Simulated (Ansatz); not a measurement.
## A series in volume scale on Ge

Free energy against uniform scaling of the volume at fixed shape and fractions; periodic cell, basis, potentials, k mesh and filling as listed. The results are calculated, by Ansatz 0.2.0.

The cell before it is scaled or strained (space group Cmmm, No. 65):
```
cell vectors (Å)
   1.3971    -2.6005     0.0000
   1.3971     2.6005     0.0000
   0.0000     0.0000     2.6982
atoms (fractions of the cell vectors)
Ge  0.50000  0.50000  0.00000
```

Settings of every row: functional r2SCAN; dispersion none; potentials PAW; wave cutoff 550 eV; density cutoff 2200 eV; k mesh 12x12x11; k shift 0x0x0; occupations cold; smearing width 0.1 eV; spin none.

Limits: coarse k mesh, up to 40 meV an atom off; the cell comes from a prototype or a list of computed structures and needn't be the stable phase.

| row | volume scale | V (Å³/atom) | pressure (GPa) | energy above lowest point (meV/atom) |
| --- | --- | --- | --- | --- |
| 1 | 0.88 | 17.253 | 7.62 | 31.8 |
| 2 | 0.92 | 18.037 | ? | ? |
| 3 | 0.96 | 18.822 | -0.5 | 0 |
| 4 | 1 | 19.606 | -3.22 | 9.4 |
| 5 | 1.04 | 20.39 | -5.37 | 30.6 |
| 6 | 1.08 | 21.174 | -7.1 | 61.3 |
| 7 | 1.12 | 21.959 | -8.48 | 99.6 |

Question: what pressure and energy above lowest point should row 2 give?

Worked fit of pressure. Take u = (V_r/V)^(2/3) − 1 with V_r = 19.998 Å³ an atom, which is twice the finite (Eulerian) strain; such expansions in the strain, on which the Birch-Murnaghan equation of state is built, carry the rest volume and the bulk modulus. The shown rows have u = 0.10344, 0.04123, 0.01329, -0.01286, -0.03738, -0.06046. Least squares give pressure = −4.364 + 81.923 × u + 264.77 × u² + 611.1 × u³ GPa; a parabola predicts inner rows, each left out in turn, worse (root mean square 0.1 against 0.019 GPa). The rows lie off it by 0.00, -0.01, 0.01, 0.01, -0.01, 0.00. The pressure vanishes at u = 0.0458, or V = 18.7 Å³ an atom, and there the bulk modulus at fixed shape and fractions is B = −V dP/dV = (2/3)(1 + u) dP/du = 76.7 GPa. Letting shape and atoms relax would as a rule lower it, by much in layered, chain or molecular crystals. The withheld row has u = 0.07123, so the fit gives −4.364 + 81.923 × (0.07123) + 264.77 × (0.07123)² + 611.1 × (0.07123)³ = 3.04 GPa.

The calculation gave 3.08 GPa. The fit lies 0.04 GPa (1.3 % of the value, 0.25 % of the column's range) below it; its largest miss of a shown row is 0.01 GPa.

Worked fit of energy above lowest point. Take u = (V_r/V)^(2/3) − 1 with V_r = 19.998 Å³ an atom, which is twice the finite (Eulerian) strain; such expansions in the strain, on which the Birch-Murnaghan equation of state is built, carry the rest volume and the bulk modulus. The shown rows have u = 0.10344, 0.04123, 0.01329, -0.01286, -0.03738, -0.06046. Least squares give energy above lowest point = 18.63 − 818.86 × u + 8801.6 × u² + 3338 × u³ meV/atom; a parabola predicts inner rows, each left out in turn, worse (root mean square 0.57 against 0.16 meV/atom). The rows lie off it by 0.0, -0.1, 0.1, 0.0, -0.1, 0.0. Its lowest point lies at u = 0.0453, or V = 18.71 Å³ an atom, and the curvature there gives the bulk modulus at fixed shape and fractions, B = (4/9)(1 + u)² E″(u)/V = 77 GPa. Letting shape and atoms relax would as a rule lower it, by much in layered, chain or molecular crystals. The withheld row has u = 0.07123, so the fit gives 18.63 − 818.86 × (0.07123) + 8801.6 × (0.07123)² + 3338 × (0.07123)³ = 6.2 meV/atom.

The calculation gave 5.9 meV/atom. The fit lies 0.3 meV/atom (5.1 % of the value, 0.3 % of the column's range) above it; its largest miss of a shown row is 0.1 meV/atom.
